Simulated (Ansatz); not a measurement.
From the elastic tensor of CdTe to moduli and sound speeds

Theory: DFT PBE0, scalar-relativistic, plane waves, PAW in Ansatz. Settings: 420 eV plane-wave cutoff, Γ-centred 6×6×6 mesh, fixed occupations. No spin polarisation.

The structure is cubic, space group F-43m (No. 216). Conventional cell: a = 6.563 Å, b = 6.563 Å, c = 6.563 Å, α = 90.00°, β = 90.00°, γ = 90.00°. Around Cd (site symmetry -43m) lie 4 Te at 2.84 Å. Around Te (site symmetry -43m) lie 4 Cd at 2.84 Å.

The cell is the ideal cubic zincblende prototype.

Relaxed-ion constants (GPa, on the Cartesian axes of the calculation):
C11 = 52.1, C12 = 33.5, C13 = 33.5, C22 = 52.1, C23 = 33.5, C33 = 52.1, C44 = 20.7, C55 = 20.7, C66 = 20.7 GPa; the others vanish.

Density 5.639 g/cm³; 2 atoms in 70.68 Å³.

The values that follow are for a polycrystal of randomly turned grains, by Hill's mean where one number stands.

With S = C⁻¹: B_V = (C11+C22+C33+2(C12+C13+C23))/9, G_V = (C11+C22+C33−C12−C13−C23+3(C44+C55+C66))/15, 1/B_R = S11+S22+S33+2(S12+S13+S23), 15/G_R = 4(S11+S22+S33−S12−S13−S23)+3(S44+S55+S66); Hill is their mean. Then v_l = √((B+4G/3)/ρ), v_t = √(G/ρ), v_m = [(2/v_t³+1/v_l³)/3]^(−1/3) and Θ = (ħ/k_B)·v_m·(6π²n/V)^(1/3) for n atoms in the volume V; E = 9BG/(3B+G), ν = (3B−2G)/(2(3B+G)) and A^U = 5G_V/G_R + B_V/B_R − 6.

```
Bulk modulus, Voigt / Reuss / Hill          : 39.7 / 39.7 / 39.7 GPa
Shear modulus, Voigt / Reuss / Hill         : 16.1 / 13.9 / 15.0 GPa
Young's modulus                             : 40 GPa
Poisson ratio                               : 0.332
Pugh ratio B/G                              : 2.65
Universal anisotropy index                  : 0.82
Longitudinal and transverse sound speeds    : 3254 and 1630 m/s
Debye temperature from the mean sound speed : 166 K
```

Cost: 1 run of about 72 core-minutes, on AMD EPYC 9R14 (Zen 4) (shared hosts).

CdTe resists compression much better than shear: the bulk modulus is 39.7 GPa, against a Hill shear modulus of 15.0 GPa. In the open tetrahedral network, volume change stretches the bonds, whereas shear can largely be taken up by bending them. The strongly polar Cd–Te bond weakens the directional, covalent resistance to bending.

The shear response is also clearly anisotropic. Tetragonal shear, governed by half the difference between C11 and C12, is softer than the C44 shear, so the crystal is stiffest in tension along the ⟨111⟩ bond directions and most compliant along ⟨100⟩. The constants satisfy the Born criteria, which establishes stability against small homogeneous strains only, not against phonons at finite wavevector or competing phases. Weak restoring forces and heavy atoms together explain the slow transverse sound and the low Debye temperature of 166 K. The Pugh ratio of 2.65 should not be read as proof of ductility, since fracture in a semiconductor depends on dislocation mobility and cleavage.
